PM7 and PBE with the minimal basis SZV break the rule that a larger crystal is a softer one. Both make cubic CsPbCl₃ larger than plane-wave PBE does, and yet stiffer. Against a smooth curve through PBE and r2SCAN, PM7 is 69 % too stiff and SZV 28 %, while the two other rows that can be tested lie within 4 %. For SZV a comparison with a larger basis points to the small basis as the cause; for PM7 strong ionic charges are a plausible cause, though not an established one.

Cubic CsPbCl₃ (Pm-3m) by plane-wave and small-basis DFT, tight binding and semi-empirical methods, without spin or spin-orbit coupling. Band gaps are for the cell relaxed with r2SCAN; volumes come from each method's own relaxation or energy curve, and bulk moduli are at fixed cell shape. Rows with 40 atoms use a periodic 2×2×2 block of cells.

```
               name                 kind  band gap (eV)  volume per atom (Å³)  bulk modulus (GPa)  atoms computed
PBE coarse-settings  low cutoff and mesh          2.072                   n/a                 n/a               5
    GFN1-xTB tblite        tight binding          3.359                 33.01               40.40              40
    GFN2-xTB tblite        tight binding          4.235                   n/a                 n/a              40
                PM6       semi-empirical          4.226                   n/a                 n/a              40
                PM7       semi-empirical          8.935                 39.15               31.30              40
                PBE            semilocal          2.089                 37.69               21.90               5
             r2SCAN            semilocal          2.464                 36.59               24.90               5
            PBE SZV          small basis          1.857                 38.58               25.40               5
           PBE DZVP          small basis          1.991                 37.64               22.10               5
```

**The rule, from PBE and r2SCAN**

This crystal is held together mainly by the attraction of opposite charges and held apart by the repulsion of filled electron shells. On compression the repulsion grows much faster than the attraction, so the crystal becomes harder to squeeze the closer its ions sit. The two plane-wave rows in the middle of the table follow this pattern: r2SCAN gives a crystal 3 % smaller than PBE does, and 14 % stiffer.

A simple model turns the pattern into a prediction. Suppose that two methods agree on the steep repulsion and differ only in a gentle pull between the ions. Over a modest range of the volume per atom $V$, a gentle pull is nearly a straight line:

$$E_2(V)=E_1(V)+pV+\text{constant}$$

The term $pV$ acts as an extra pressure $p$. It moves the minimum of the energy, but a straight line has no curvature, and the bulk modulus $B=V\,\mathrm{d}^2E/\mathrm{d}V^2$ measures curvature alone. The second method therefore has the modulus that the first would have if squeezed or stretched to the same volume.

If the modulus also rises linearly with pressure, with slope $B'$, then

$$B=B_0\left(\frac{V_0}{V}\right)^{B'}$$

Here $V_0$ and $B_0$ are the PBE values. They serve as a reference and not as the truth, since PBE tends to make crystals of this kind somewhat too large and too soft. The r2SCAN row sets $B'$ to 4.3, a usual size for a solid, so these two rows lie on the curve by construction. In plain terms, a volume 1 % too small brings a modulus about 4 % too high. A row that leaves the curve differs from PBE in the shape of its energy curve, and not merely in where the minimum falls.

**Tight binding: the wrong size, but the expected stiffness**

GFN1-xTB looks like the worst offender, with a modulus of 40.4 GPa, nearly twice that of PBE. Its crystal is also 12 % smaller, and the curve shows what that shrinkage alone should do:

$$B=21.9\ \text{GPa}\times\left(\frac{37.69}{33.01}\right)^{4.33}\approx 39\ \text{GPa}$$

This row had no part in setting the exponent, and its modulus comes out only 4 % above the estimate. With an exponent of 4 or 5 instead, the agreement still holds to within a tenth.

The pressure checks whether the two GFN1-xTB numbers fit together. Placed on the larger r2SCAN cell, GFN1-xTB gives −3.24 GPa, which means that the crystal pulls inward. Its own volume and modulus, carried to that cell with the same exponent, lead to −3.4 GPa. The small volume and the high modulus thus belong to one consistent energy curve. Any sound energy curve would pass this check, so it speaks against a numerical slip, but not for the match with PBE.

Relative to PBE, then, one error is enough to describe GFN1-xTB. It draws the ions too close together, and the high modulus is what the curve predicts at that size, although a single match can be partly luck. Stretched to the PBE volume, its crystal would be about as stiff as the PBE one.

**PM7: larger and stiffer at once**

PM7 errs in a different way. Its crystal is 4 % larger than that of PBE and should therefore be softer, at about 19 GPa. The computed modulus is 31.3 GPa. A plain comparison with PBE puts the excess at 43 %, which understates the break, because the larger volume hides part of it. No reasonable exponent removes the discrepancy: with 4 or 5 the excess is still about 70 %.

The charges suggest a cause. PM7 gives each chlorine a charge of −0.86 e, one and a half times as large as in GFN1-xTB. Stronger charges attract more strongly, and at equilibrium a stronger repulsion has to balance them. Since repulsion is the steeper of the two forces, raising both together makes the energy curve more sharply bent, and the crystal stiffer, without making it smaller.

That argument is sound for an ionic crystal, but the table doesn't let charge carry the whole explanation. In the simplest ionic model the product $BV^{4/3}$ measures the strength of the attraction multiplied by the steepness of the repulsion. It is about 1.5 times the PBE value in PM7, and just as high in GFN1-xTB, whose charges are much smaller. Within this model, GFN1-xTB would need a steeper repulsion than PM7 to make up for its smaller charges, or else an attraction from shared electrons that the charges don't count. Each method also assigns charges in its own way, so the comparison is rough. In PM7 part of the repulsion is a fitted function, and no row shows whether it adds to the break or reduces it. PM7 was also run on a single repeating block of 40 atoms, and the table holds no larger block that would show how far this affects the modulus.

**What the band gap does and doesn't reveal**

The band gap is a poor guide to these errors. GFN1-xTB lies 1.3 eV above PBE in the gap and still follows the stiffness curve, whereas SZV lies only 0.2 eV below PBE and leaves it. The gap depends on two energy levels, the top of the filled bands and the bottom of the empty ones. The modulus depends on how the total energy of all the electrons and ions changes with volume.

The gap of 8.9 eV in PM7 is a Hartree-Fock orbital gap, in which an added electron feels the others without their screening response, so the empty levels tend to lie too high. That can't be the whole cause, since PM6 gives the same kind of gap and only 4.2 eV. PM7 also puts much larger charges on the lead and chloride ions than PM6 does. Larger charges and a wider gap go together, since each favours the other. Nor does a gap near the measured one prove a method right here. Spin-orbit coupling, left out of every row, would lower the gap considerably, because the empty band edge is made mainly of lead 6p orbitals, which this coupling splits strongly.

**Small bases: a break that the next row repairs**

The last two rows come closest to a controlled experiment. Both use PBE, and they are named for their basis, the set of functions from which the orbitals are built. With SZV the crystal is 2.5 % larger than with DZVP, yet its modulus is 3.3 GPa higher. With DZVP the break is gone: volume and modulus both return to within 1 % of plane-wave PBE. The functional is the same in both rows, so the fault very probably lies with the basis, although the other settings of the two runs aren't listed.

A simple argument shows how a rigid basis can stiffen a crystal. When the lattice is squeezed or stretched, the electron clouds adjust their shape, and every adjustment lowers the energy. At the volume where the clouds already have their best shape there is nothing to gain, but the gain grows with distance from it on either side. The energy curve of adaptable ions is therefore flatter than that of rigid ones.

SZV gives each valence orbital a single function of fixed radial shape, so the cloud around a chloride ion can hardly swell or contract. DZVP adds a second function, which lets the cloud breathe, and further functions that let it distort. The argument gives neither the size of the effect nor the reason for the larger volume.

**Using the curve**

The distinction between a shifted minimum and a wrong curvature decides which remedy works. Fixing the cell at a better volume should largely repair the stiffness of GFN1-xTB. The same remedy would make SZV worse: at its own volume it is 16 % stiffer than PBE, but squeezed to the PBE volume it would be about 28 % stiffer. Its two errors partly cancel, and correcting one exposes the other.

For a similar ionic crystal, the volumes should be compared first and the moduli second. When the volumes differ by only a few percent and the modulus differs from that of a trusted calculation by about four times as much, with the opposite sign, the size of the crystal is enough to account for it. A larger difference in volume, such as that of GFN1-xTB, needs the full formula. If the crystal is larger and stiffer at once, the basis or the balance of forces deserves suspicion. A comparison with experiment needs a further caution: every row imposes the ideal cubic cell, whereas the real crystal tilts its octahedra on cooling, and tilting offers a way to yield that this cell forbids.

The output after this text shows the curve set by the PBE and r2SCAN rows, and how far the other four depart from it.

Output of the analysis:

```
exponent B' from PBE and r2SCAN (no unit): 4.334
largest shift of that exponent by rounding (no unit): 0.186
common curve through PBE and r2SCAN:
              row  volume against PBE in percent  predicted modulus in GPa  computed less predicted in GPa  excess stiffness in percent
  GFN1-xTB tblite                         -12.42                     38.91                           1.494                         3.84
              PM7                          3.874                     18.57                           12.73                        68.52
              PBE                              0                      21.9                               0                            0
           r2SCAN                         -2.919                      24.9                      -3.553e-15                    -1.11e-14
          PBE SZV                          2.361                     19.79                           5.607                        28.33
         PBE DZVP                        -0.1327                     22.03                         0.07363                       0.3343
other exponents and gaps:
                  row  excess in percent for exponent 4  excess in percent for exponent 5  excess in percent for exponent 4/3  volume-scaled modulus relative to PBE  gap less PBE gap in eV
  PBE coarse-settings                               n/a                               n/a                                 n/a                                    n/a                  -0.017
      GFN1-xTB tblite                             8.546                            -4.932                               54.58                                  1.546                    1.27
      GFN2-xTB tblite                               n/a                               n/a                                 n/a                                    n/a                   2.146
                  PM6                               n/a                               n/a                                 n/a                                    n/a                   2.137
                  PM7                             66.39                             72.83                               50.35                                  1.504                   6.846
                  PBE                                 0                                 0                                   0                                      1                       0
               r2SCAN                            0.9951                            -1.952                               9.296                                  1.093                   0.375
              PBE SZV                             27.33                             30.34                               19.65                                  1.196                  -0.232
             PBE DZVP                            0.3788                            0.2457                              0.7348                                  1.007                  -0.098
SZV less DZVP modulus in GPa: 3.3
SZV against DZVP volume in percent: 2.497
GFN1 pressure on the given cell from its volume and modulus in GPa: -3.356
the same with exponent 5 in GPa: -3.251
GFN1 pressure computed directly in GPa: -3.24
chlorine charge in PM7 over that in GFN1 (no unit): 1.527
```
